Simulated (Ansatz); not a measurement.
**CoW$_{3}$: a vibration from a frozen displacement**

All numbers below come from DFT PBEsol, scalar-relativistic, plane waves, PAW in Ansatz. Settings: plane waves to 420 eV, k-mesh 12×12×12 (Γ-centred), Gaussian smearing 0.15 eV. Spin–orbit coupling is left out, which matters for the heavy elements here. No spin polarisation. A magnetic state may lie lower. Energies are free energies at this smearing, counted from the undisturbed cell; pressure is positive in compression.

The starting cell (relaxed at this level; it needn't be the usual structure):

```
Co W
1.0
     3.85824    0.00000    0.00000
     0.00000    3.85824    0.00000
     0.00000    0.00000    3.85824
Co W
1 3
Direct
  0.00000 0.00000 0.00000
  0.00000 0.50000 0.50000
  0.50000 0.00000 0.50000
  0.50000 0.50000 0.00000
```

Atom 2 (W) is moved by x along the Cartesian unit vector (0.000, 0.000, 1.000); the cell and all other atoms stay fixed. The cell's volume is 57.43 Å³; the moved atoms weigh 183.840 u together and the others 426.613 u. Some rows repeat others by symmetry and weren't run.

```
  x (Å)  ΔE (meV/cell) total force on the moved atoms along the move (eV/Å) pressure (GPa)
-0.2000         271.15                                                2.6629          2.5871
-0.1800         220.39                                                2.4119          2.0981
-0.1600         174.70                                                2.1568          1.6604
-0.1400         134.15                                                1.8978          1.2749
-0.1200          98.81                                                1.6349          0.9421
-0.1000          68.77                                                1.3685          0.6613
-0.0800          44.10                                                1.0988          0.4336
-0.0600          24.84                                                0.8264          0.2577
-0.0400          11.05                                                0.5521          0.1328
 0.0000           0.00                                                0.0000          0.0334
 0.0400          11.05                                               -0.5521          0.1328
 0.0600          24.84                                               -0.8264          0.2577
 0.0800          44.10                                               -1.0988          0.4336
 0.1000          68.77                                               -1.3685          0.6613
 0.1200          98.81                                               -1.6349          0.9421
 0.1400         134.15                                               -1.8978          1.2749
 0.1600         174.70                                               -2.1568          1.6604
 0.1800         220.39                                               -2.4119          2.0981
 0.2000         271.15                                               -2.6629          2.5871
```

Question: What frequency belongs to this motion?

Answer: The force constant is k = −dF/dx = 13.803 eV/Å², from the parabola through x = -0.0400, 0 and 0.0400. In every cell the moved atoms swing against the rest, so the mass is μ = m₁m₂/(m₁ + m₂) = 128.476 u, and ν̃ = 521.5 cm⁻¹ × √(|k|/μ) = 171 cm⁻¹. The pattern needn't be a normal mode: ν̃² is then a weighted mean of the squared nonzero frequencies at the zone centre of this cell, so it lies between the lowest and the highest of them.

Question: How far does the harmonic law reach?

Answer: At x = -0.200 Å, kx²/2 = 276.05 meV against the computed 271.15 meV (-1.8 %): the well is still close to harmonic there.

Question: The pressure changes with x². What does that say about the frequency under compression?

Answer: With E = k(V)x²/2, k ∝ V^(−2γ) and x scaling with the cell as V^(1/3), P − P0 = −∂E/∂V = (2γ − 2/3) ΔE/V. At x = 0.0600 Å, V(P − P0) = 57.43 × 0.22436 / 160.2 eV = 80.43 meV and ΔE = 24.84 meV, so γ = 1/3 + V(P − P0)/(2ΔE) = 1.95. This is the Grüneisen parameter of the motion under uniform scaling of the cell: shrinking the cell evenly by 1 % in volume raises the frequency by about 1.95 %.

In a metal these slopes depend on the k mesh and the smearing.

Cost: 10 runs of about 4.3 core-minutes in all, on Intel Xeon 6975P-C (Granite Rapids) (shared hosts).

The tungsten atom sits in a stiff, single-minimum well, and the frequency of 171 cm⁻¹ reflects a strong restoring force acting on a heavy mass. The stiffness probably comes from W 5d–W 5d and Co 3d–W 5d bonding, backed by short-range repulsion.

Mirror symmetry removes the cubic term along this path, so the slight softening at larger displacement is a quartic effect. Bond anharmonicity still appears in the pressure: contacts that shorten gain more repulsion than the lengthened ones lose, so the displaced crystal pushes outward. The same asymmetry makes the well steeper on compression, hence the positive Grüneisen parameter of 1.95.

The restoring force rules out an instability along this particular displacement, but not a soft mode elsewhere. A positive weighted mean can hide an imaginary zone-centre mode, and modes at other wavevectors aren't sampled. That matters here because elemental tungsten prefers the body-centred cubic structure and is dynamically unstable when face-centred cubic, the lattice on which this tungsten-rich ordered cell is built.
